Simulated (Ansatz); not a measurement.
A series in volume scale on ZrTaC2

All results are calculated (Ansatz 0.2.0). Free energy against uniform scaling of the volume at fixed shape and fractions; periodic cell, basis, potentials, k mesh and filling as listed.

The cell before it is scaled or strained (space group R-3m, No. 166):
```
cell vectors (Å)
   1.6163     0.9332     5.3065
  -1.6163     0.9332     5.3065
   0.0000    -1.8663     5.3065
atoms (fractions of the cell vectors)
Zr  0.00000  0.00000  0.00000
Ta  0.50000  0.50000  0.50000
C   0.75472  0.75472  0.75472
C   0.24528  0.24528  0.24528
```

Settings of every row: functional PBEsol; dispersion none; potentials PAW; wave cutoff 500 eV; density cutoff 2000 eV; k mesh 8x8x8; k shift 0x0x0; occupations cold; smearing width 0.1 eV; spin none.

Limits: coarse k mesh, up to 40 meV an atom off; no spin-orbit coupling, which can matter with elements this heavy; the cell comes from a prototype or a list of computed structures and needn't be the stable phase.

| row | volume scale | V (Å³/atom) | energy above lowest point (meV/atom) |
| --- | --- | --- | --- |
| 1 | 0.94 | 11.285 | 17 |
| 2 | 0.96 | 11.525 | 3.6 |
| 3 | 0.98 | 11.765 | 0 |
| 4 | 1 | 12.006 | 5.2 |
| 5 | 1.02 | 12.246 | 18.2 |
| 6 | 1.04 | 12.486 | ? |
| 7 | 1.06 | 12.726 | 65 |

Question: what energy above lowest point should row 6 give?

Worked fit of energy above lowest point. Take u = (V_r/V)^(2/3) − 1 with V_r = 11.886 Å³ an atom, which is twice the finite (Eulerian) strain; such expansions in the strain, on which the Birch-Murnaghan equation of state is built, carry the rest volume and the bulk modulus. The shown rows have u = 0.0352, 0.02077, 0.00684, -0.00667, -0.0197, -0.0445. Least squares give energy above lowest point = 1.55 − 385.1 × u + 23391 × u² meV/atom; a straight line predicts inner rows, each left out in turn, worse (root mean square 15 against 0.046 meV/atom). All shown rows lie on it to the printed digit. Its lowest point lies at u = 0.0082, or V = 11.74 Å³ an atom, and the curvature there gives the bulk modulus at fixed shape and fractions, B = (4/9)(1 + u)² E″(u)/V = 288 GPa. Letting shape and atoms relax would as a rule lower it, by much in layered, chain or molecular crystals. The withheld row has u = -0.0323, so the fit gives 1.55 − 385.1 × (-0.0323) + 23391 × (-0.0323)² = 38.4 meV/atom.

The calculation gave 38.4 meV/atom. The fit meets it to the printed digit.
